\section*{Vacancy clusters in tungsten: how much softer?}

\textbf{Speaker.} A vacancy cluster in tungsten, the metal of contact plugs, answers a strain by changing its elastic dipole. One worked problem shows what that does to the moduli.

\subsection*{Problem}

Typical values for bcc W near 300~K: $a=3.165$~\AA, $K=1.93$~eV/\AA$^3$ (309~GPa), $\mu=1.00$~eV/\AA$^3$ (160~GPa), $K'=dK/dp=4$, and nearly isotropic elasticity. Assumed: clusters of $N=59$ vacancies, $c=2.0\times10^{-5}$ clusters per lattice site, and an isotropic surface stress $s=0.20$~eV/\AA$^2$. Treat a cluster as a spherical void of volume $V=N\Omega$, with $\Omega=a^3/2$. Find (a) its polarisability, (b) the changes of $K$ and $\mu$, (c) its energy in an engineering shear $\gamma=2\varepsilon_{12}=0.010$ at 300~K, (d) its permanent dipole.

\subsection*{Why the formula holds}

Tensile strain and stress count as positive. The dipole is defined by $P_{ij}=-\partial E/\partial\varepsilon_{ij}$, where $\varepsilon$ is the homogeneous applied strain. If $P=P^0+\alpha:\varepsilon$, integration gives
\begin{equation}
E=-P^0:\varepsilon-\tfrac12\,\varepsilon:\alpha:\varepsilon .
\end{equation}
Non-interacting defects add $(c/\Omega)E$ to the energy density $\tfrac12\varepsilon:C:\varepsilon$, and the second derivative yields
\begin{equation}
\Delta C=-\frac{c}{\Omega}\,\alpha .
\end{equation}

\textbf{Question.} The dipole grows linearly with strain. Why the factor one half?

\textbf{Speaker.} The induced dipole builds up together with the strain, so the work is half the final product. The host energy carries the same half, and it cancels in $\Delta C$.

For the void I use Eshelby's equivalent inclusion (1957). Fill the hole with host material that has a stress-free strain $\varepsilon^T$. The matrix constrains it to $S:\varepsilon^T$, uniform in a sphere. A void carries no stress, so $C:(\varepsilon+S:\varepsilon^T-\varepsilon^T)=0$. The induced dipole is $VC:\varepsilon^T$, hence
\begin{equation}
\alpha=V\,C:(I-S)^{-1}.
\end{equation}
For a sphere, $S$ is the average of the Fourier-space Green function over unit vectors $n$. The longitudinal stiffness gives the hydrostatic eigenvalue, and a shear in the 12 plane gives the deviatoric one:
\begin{align}
S_K&=\frac{K}{K+4\mu/3}=\frac{1+\nu}{3(1-\nu)},\\
S_\mu&=\Big\langle n_1^2+n_2^2-\frac{2n_1^2n_2^2}{1-\nu}\Big\rangle=\frac{2(4-5\nu)}{15(1-\nu)} .
\end{align}
Write $C=3KJ+2\mu D$ and $\alpha=3\alpha_KJ+2\alpha_\mu D$, with $J$ and $D$ the hydrostatic and deviatoric projectors. Then $\alpha_K=VKA_K$ and $\alpha_\mu=V\mu A_\mu$, where $A=1/(1-S)$ in each channel. With the volume fraction $f=cV/\Omega=cN$,
\begin{equation}
\frac{\Delta K}{K}=-A_Kf=-\frac{3(1-\nu)}{2(1-2\nu)}f,\qquad
\frac{\Delta\mu}{\mu}=-A_\mu f=-\frac{15(1-\nu)}{7-5\nu}f .
\end{equation}

\subsection*{Solution}

\emph{(a)} $\Omega=15.85$~\AA$^3$, $V=935$~\AA$^3$ and $R=(3V/4\pi)^{1/3}=6.07$~\AA. Poisson's ratio is $\nu=(3K-2\mu)/[2(3K+\mu)]=0.279$. This gives $S_K=0.591$, $S_\mu=0.482$, $A_K=2.45$ and $A_\mu=1.93$. Therefore
\begin{align}
\alpha_K&=935~\text{\AA}^3\times1.93~\text{eV/\AA}^3\times2.45=4.42\times10^3~\text{eV},\\
\alpha_\mu&=935~\text{\AA}^3\times1.00~\text{eV/\AA}^3\times1.93=1.80\times10^3~\text{eV},
\end{align}
or 74.9~eV and 30.6~eV per vacancy.

\emph{(b)} The cluster density is $c/\Omega=1.26\times10^{-3}$~nm$^{-3}$ and $f=1.18\times10^{-3}$. Then $\Delta K=-c\alpha_K/\Omega=-5.6\times10^{-3}$~eV/\AA$^3$ and $\Delta\mu=-c\alpha_\mu/\Omega=-2.3\times10^{-3}$~eV/\AA$^3$, so that
\begin{equation}
\Delta K/K=-0.29\,\%,\qquad \Delta\mu/\mu=-0.23\,\% .
\end{equation}

\textbf{Question.} Removing a fraction $f$ of the material should lower a modulus by $f$. Where does the rest come from?

\textbf{Speaker.} From relaxation. Rewrite $A_K=1+3K/(4\mu)$. The 1 is the missing material held at the applied strain. The second term is the wall moving until it is traction-free, resisted only by the shear modulus of the surroundings.

\emph{(c)} In shear $\varepsilon:\alpha:\varepsilon=\alpha_\mu\gamma^2$, and an isotropic $P^0$ does not couple. So
\begin{equation}
E=-\tfrac12\alpha_\mu\gamma^2=-0.090~\text{eV},
\end{equation}
whose magnitude is 3.5 times $k_BT=0.0259$~eV. The sign does not depend on the sense of the shear: a void is drawn towards sheared regions.

\emph{(d)} Surface stress pulls the wall inwards with $p=2s/R=0.0659$~eV/\AA$^3$. The field $u_r=b/r^2$ has $\sigma_{rr}=-4\mu b/r^3$, and $\sigma_{rr}(R)=p$ fixes $b=-pR^3/(4\mu)$. An isotropic dipole $P^0\delta_{ij}$ has $b=P^0/[4\pi(K+4\mu/3)]$, so
\begin{equation}
P^0=-pVA_K=-151~\text{eV},
\end{equation}
with relaxation volume $P^0/K=-78$~\AA$^3$. For a dilatation $\theta=\mathrm{tr}\,\varepsilon$ the energy is $E=-P^0\theta-\tfrac12\alpha_K\theta^2$. The two terms match in size only at $|\theta|=2p/K=0.068$, beyond linear elasticity. The permanent dipole rules the response to pressure, and $\alpha$ rules the response to shear.

\textbf{Question.} $P^0$ dropped out of $\Delta C$. Always?

\textbf{Speaker.} Not always. An anisotropic dipole that can reorient adds a paraelastic softening proportional to $1/T$, but a cluster of cubic symmetry has nothing to reorient. Anharmonicity brings $P^0$ back in another way. In a free sample the surfaces leave the matrix under a mean pressure $fp$, which raises $K$ by $K'fp$. Relative to the void softening this is $K'p/(KA_K)=0.056$, with opposite sign. At the wall the radial prestrain is $p/(2\mu)=0.033$. Multiplied by $K'$ as a scale for third-order constants, it suggests local modulus changes of order 0.13.

\textbf{Question.} Is a hole of radius 0.6~nm a continuum void?

\textbf{Speaker.} That is the weakest point. Shifting the elastic wall by an assumed 0.5~\AA\ changes $V$, and with it $\alpha$, by $3\,\delta R/R=0.25$. A surface elastic modulus $k_s$ of assumed magnitude 0.5~eV/\AA$^2$ enters on the scale $k_s/(\mu R)=0.08$, with either sign. Interactions between voids matter far less, at relative order $A_Kf=0.003$. The third digits above are bookkeeping: the model's softening is about 0.3\,\% in $K$ and 0.2\,\% in $\mu$, uncertain by roughly a quarter of itself.

\textbf{Question.} Does cluster size matter?

\textbf{Speaker.} In the equivalent inclusion $\alpha\propto N$, so only the total vacancy content $cN$ counts. The corrections just listed, interactions apart, fall as $1/R\propto N^{-1/3}$. An atomistic test strains a periodic cell with and without the cluster, relaxes the atoms at fixed cell shape, and reads $\alpha$ from the difference in stress slope times the cell volume, extrapolated to large cells. Within this picture a plot of $\alpha/N$ against $N^{-1/3}$ extrapolates to $\Omega KA_K$ and $\Omega\mu A_\mu$, and its slope carries the surface terms.